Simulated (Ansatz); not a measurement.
# Tension, energy and conductance of a linear Au chain from 12 % compression to 30 % stretch, in LDA and PBE

The usual rule of thumb says that a gold chain one atom wide conducts one quantum, $G_0$, carried by its single s electron, however far it is pulled. The problem is to test this rule on a straight, evenly spaced chain, and to find how the force and energy change along the way. Energies are counted per atom from the relaxed period at the same level; tension is positive when the chain pulls inwards.

The seven stretched rows with a conductance give 1.00 or 1.01 $G_0$, as the rule demands. Five of the six compressed rows lie between 2.75 and 2.99. The row that fits neither group is PBE at ratio 0.96, with 2.17 $G_0$. What should it have given, and why is it not a whole number?

## Set-up

A free-standing linear chain of Au. Its period was relaxed at each level, then set to fixed multiples of the relaxed value; one atom a cell, so the chain cannot pair up or buckle. Plane-wave density functional theory with Ansatz 0.2.0, PAW datasets, scalar-relativistic unless a column says otherwise. The chain runs along z in a box of 7.5 x 7.5 angstrom across, with one k point across; along the chain the number of k points times the cell length is 80 to 82 angstrom. Fermi-Dirac occupations of width 0.05 eV. Wave cutoff 420 eV (LDA), 420 eV (PBE). Collinear spin, each period started afresh from the same moments. Channels by layer matching. Energies are values extrapolated to zero smearing; small differences can differ up to twofold from those of the free energies.

Notes on method and selection:

- Every run starts from one magnetic guess, so a lower magnetic state may exist.
- Free-standing monatomic chains are model structures; they are stationary only within the symmetry and cell that were kept, and some have two minima in the period.
- The conductance is the ballistic Landauer value of the perfect chain, averaged with the Fermi function at 300 K, both spins; it is a whole or half number of G0 unless a band edge lies within about 0.1 eV of the Fermi level, where it follows the smearing and the mesh.
- A conductance is left blank where the program's own error estimate passes 10 % or a narrow gap leaves only thermal carriers; it is given as zero where no channel is open near the Fermi level.
- Spin-orbit coupling is left out, which matters for elements past period 5.
- A uniformly stretched chain past the largest tension is unstable to breaking at one bond.
- A conductance is left blank where it was computed but a band edge lies at the Fermi level, so that the program's error estimate passed 10 % or only the thermal tail conducts.
- Runs whose transmission exceeds the number of channels of the lead are not listed.
- Runs that did not converge, have known faults or may not be shown are not listed, and runs on Ansatz's PAW sets soft_1 and soft_2 are kept to separate tables.

Columns:

- stretch ratio: period over the relaxed period at the same level.
- bond (Å): nearest-neighbour distance.
- energy (eV/atom): energy per atom over that at the relaxed period, same level and start.
- tension (nN): tension along the chain from the stress times the box cross-section, positive when the chain pulls inwards.
- conductance (G₀): ballistic conductance of the perfect chain at 300 K, both spins, G0 = 2e^2/h.

Input lines of one member:

```
crystal:
  lattice:
    - [7.5, 0.0, 0.0]
    - [0.0, 7.5, 0.0]
    - [0.0, 0.0, 2.5896]
  atoms:
    - { symbol: Au, position: [0.5, 0.5, 0.0], spin: 0.5 }
magnetization:
  spin_polarized: true
kpoints:
  mp_grid: { grid: [1, 1, 31] }
scf:
  occupations: { method: fermi_dirac, width: 0.05 }
hamiltonian:
  xc: lda
output:
  transmission:
    e_range: [-2, 2]
    de: 0.035
    kmesh: [1, 1]
    reduced_basis: true
    leads: [[0, 0]]
  stress: true
# excerpt: file-writing keys are left out
```

Command (options for logging and memory left out): `ansatz run input.yaml --threads 4`

## Numbers

| member | level | stretch ratio | bond (Å) | energy (eV/atom) | tension (nN) | conductance (G₀) |
| --- | --- | --- | --- | --- | --- | --- |
| ratio 0.88 | LDA | 0.88 | 2.191 | 0.799 | −11.13 | 2.99 |
| ratio 0.92 | LDA | 0.92 | 2.291 | 0.297 | −5.69 | 2.92 |
| ratio 0.96 | LDA | 0.96 | 2.390 | 0.066 | −2.13 | 2.79 |
| ratio 1 | LDA | 1.00 | 2.490 | 0.000 | −0.04 | – |
| ratio 1.04 | LDA | 1.04 | 2.590 | 0.041 | 1.21 | – |
| ratio 1.08 | LDA | 1.08 | 2.689 | 0.143 | 1.94 | – |
| ratio 1.13 | LDA | 1.13 | 2.814 | 0.308 | 2.35 | 1.01 |
| ratio 1.2 | LDA | 1.20 | 2.988 | 0.573 | 2.49 | 1.00 |
| ratio 1.3 | LDA | 1.30 | 3.237 | 0.944 | 2.23 | 1.00 |
| ratio 0.88 | PBE | 0.88 | 2.272 | 0.608 | −8.21 | 2.95 |
| ratio 0.92 | PBE | 0.92 | 2.375 | 0.223 | −4.07 | 2.75 |
| ratio 0.96 | PBE | 0.96 | 2.478 | 0.045 | −1.51 | 2.17 |
| ratio 1 | PBE | 1.00 | 2.581 | 0.000 | 0.02 | – |
| ratio 1.04 | PBE | 1.04 | 2.685 | 0.034 | 0.92 | – |
| ratio 1.08 | PBE | 1.08 | 2.788 | 0.109 | 1.45 | 1.01 |
| ratio 1.13 | PBE | 1.13 | 2.917 | 0.241 | 1.79 | 1.00 |
| ratio 1.2 | PBE | 1.20 | 3.098 | 0.450 | 1.89 | 1.00 |
| ratio 1.3 | PBE | 1.30 | 3.356 | 0.740 | 1.66 | 1.00 |

## The trend and its physics

The tension is the slope of the energy with period, $T = dE/dL$, with 1 eV/Å equal to 1.6 nN. Between ratios 1.20 and 1.30 in LDA the energies give (0.944 − 0.573) / (3.237 − 2.988) × 1.6 = 2.4 nN, in line with the tabulated 2.49 and 2.23 nN. Compression costs more than stretching: at 4 % the LDA force is −2.13 nN one way and 1.21 nN the other. Theory puts this down to the repulsion between filled d shells, which rises steeply at short distance, while the s bond weakens gradually as overlap is lost. Among the rows the tension is largest at ratio 1.20, 2.49 nN in LDA and 1.89 nN in PBE; LDA commonly binds too strongly.

The conductance follows the number of open channels. Shorter bonds widen the d bands and lift a band top above the Fermi level, where two channels join the s channel. The likely carriers are the degenerate $d_{xz}$ and $d_{yz}$ bands. If their top lies $\Delta$ above the Fermi level, the thermal average is

$G/G_0 = 1 + 2/(1 + e^{-\Delta/k_BT})$, with $k_BT$ = 0.026 eV.

Read backwards, the formula turns the PBE values 2.95 and 2.75 into $\Delta$ of about 0.095 and about 0.051 eV. The next bond is longer by the same 0.103 Å, so a straight line leaves 0.007 eV and predicts about 2.1 $G_0$ for the odd row. The same step in LDA predicts 2.5 where the table has 2.79. There the band top does not fall evenly: read backwards, the three LDA conductances make the second step only about half as large as the first, and the band energies of the runs show the same. Why the steps differ, the table does not tell. With the band top close to the Fermi level, as in the odd row, an equal miss in $\Delta$ would shift the conductance by about half a $G_0$, so the predicted 2.1 is no surer than that.

## Departures from the trend

Five conductances are blank: ratios 1.00 and 1.04 at both levels, and 1.08 in LDA. There the d band edge is so close to the Fermi level that the program's error estimate passed 10 %. The blanks therefore mark the changeover from three channels to one, not an insulating chain.

The tensions of −0.04 and 0.02 nN at the relaxed periods are remainders of the relaxation. The rows at ratio 1.30 lie past the largest tension and exist only because the cell holds one atom; a longer chain would break at one bond.

## Suspects and checks

Three channels are open at the Fermi level in the odd row, so the shortfall to be explained is 3 − 2.17 = 0.83 $G_0$.

A faulty ground state is unlikely. From ratio 0.96 to 1.00 the PBE energy gives −0.045 / 0.103 × 1.6 = −0.70 nN, against a mean tabulated tension of (−1.51 + 0.02) / 2 = −0.745 nN. Magnetism plays no part in this value, because the starting moment died out; a different magnetic start was not tried.

Thermal rounding at the band edge has the right sign and size: $\Delta$ = 0.009 eV, about a third of $k_BT$, yields 2.17. That value is fitted, but the band energies of the same run also put the top of a degenerate pair above the Fermi level by about as much. The similar 0.007 eV from the straight line adds little, since in LDA such a line missed $\Delta$ by several times that amount. The functional seems to act mainly through the bond length, judging by one pair of rows. LDA at 2.390 Å and PBE at 2.375 Å give 2.79 and 2.75, whereas the odd row has a bond of 2.478 Å.

Two numerical settings can shift the value. The energy step of 0.035 eV in the printed input is wider than $k_BT$, but the program's error estimate, at most 10 % for a listed value, suggests an effect of no more than about 0.22 $G_0$, of either sign. The Fermi level depends on the k mesh and on the 0.05 eV smearing. If it were 0.03 eV lower relative to the band, the formula would give about 2.6; if 0.03 eV higher, about 1.6.

The checks, cheapest first:

1. Recompute the transmission from the same density with a much finer energy step, and average at 300 K and 100 K. Thermal rounding predicts a rise to about 2.5 at 100 K. An unchanged value would rule it out, while a shift at 300 K would expose the energy step.
2. Repeat the ground state with a denser mesh along the chain and a narrower smearing. If the conductance moves together with the distance from Fermi level to band top, the sampling was at fault; if both stay, 2.17 is the converged value for this model.
3. Widen the box. Neighbouring chains are 7.5 / 2.478 = 3.0 bond lengths apart, so little change is expected; a clear one would point to coupling between them.

## What to take away

The rule of one quantum holds in the rows from ratio 1.13 upwards in LDA and from 1.08 in PBE. It fails in every compressed row, where d channels contribute. A value such as 2.17 $G_0$ is best read as a band edge within reach of thermal energy, not as a channel that transmits poorly.

Two omitted effects exceed the roughly 0.1 eV over which the band edge moves among the compressed rows. Spin-orbit coupling would split the d pair, raising one band and lowering the other by roughly 0.3 eV, so that one d channel could survive to longer bonds. Both functionals also tend to place filled d bands too high, by some tenths of an eV; correcting this would close the d channels at shorter bonds.

[Logs are printed without paths, hosts, clocks, repeated set-up lines and the standing remarks that a program may print on its own settings, such as how far it seeks lower states.]
